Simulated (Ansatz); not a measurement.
## A series in smearing width on Fe

Plane-wave density functional theory, scalar-relativistic PAW datasets made under PBE, Gamma-centred meshes; one setting moves on a fixed relaxed cell, energies count from the zero-width extrapolation of the reference run, pressure is Pulay-corrected at fixed cutoff and positive in compression. The results are calculated, by Ansatz 0.2.0.

Structure of every row (space group Im-3m, No. 229):
```
CELL_PARAMETERS angstrom
-1.37460 1.37460 1.37460
1.37460 -1.37460 1.37460
1.37460 1.37460 -1.37460
ATOMIC_POSITIONS crystal
Fe 0.00000 0.00000 0.00000
```

Settings of every row: spin polarised yes; functional LDA; wave cutoff 420 eV; k mesh 16x16x16; smearing method gaussian; reference k mesh 16x16x16; reference smearing width 0.05 eV; reference wave cutoff 420 eV; reference smearing method fermi_dirac; swept setting smearing; valence electrons per atom 16.

Atom:
| element | starting moment (Bohr magneton) |
| --- | --- |
| Fe | 1.99 |

Limits: search for a lower magnetic state is off; settings are moved on purpose, so some rows are far from converged; with one magnetic atom in the cell only parallel moments are possible.

| row | smearing width (eV) | free energy error per atom (meV) | largest site moment (Bohr magneton) | zero smearing energy error per atom (meV) | pressure (GPa) |
| --- | --- | --- | --- | --- | --- |
| 1 | 0.01 | 0.36 | 1.94 | 0.38 | -0.56 |
| 2 | 0.03 | 0.06 | 1.96 | 0.39 | -0.16 |
| 3 | 0.1 | -2.69 | 1.97 | 0.13 | 0.05 |
| 4 | 0.2 | ? | ? | ? | ? |
| 5 | 0.3 | -23.17 | 1.97 | -0.48 | 0.31 |

Question: what free energy error per atom should row 4 give?

Worked fit of free energy error per atom. Smearing changes a smooth quantity, to lowest order, with the square of the width, so take w² in eV². The shown rows have w² = 0.0001, 0.0009, 0.01, 0.09. Their means are 0.02525 and -6.36 meV; the sums about the means are S_tt = 0.005651 and S_ty = -1.47, whose ratio is the slope. Least squares give free energy error per atom = 0.208 − 260.11 × w² meV. The rows lie off it by 0.18, 0.09, -0.30, 0.03 (root mean square 0.18 meV). The constant, 0.208 meV, estimates the value at zero width. The withheld row has w² = 0.04, so the fit gives 0.208 − 260.11 × (0.04) = -10.20 meV.

The calculation gave -10.61 meV. The fit lies 0.41 meV (3.9 % of the value, 1.7 % of the column's range) above it; its largest miss of a shown row is 0.30 meV.

The other values of row 4: largest site moment 1.98 Bohr magneton; zero smearing energy error per atom -0.45 meV; pressure 0.22 GPa.
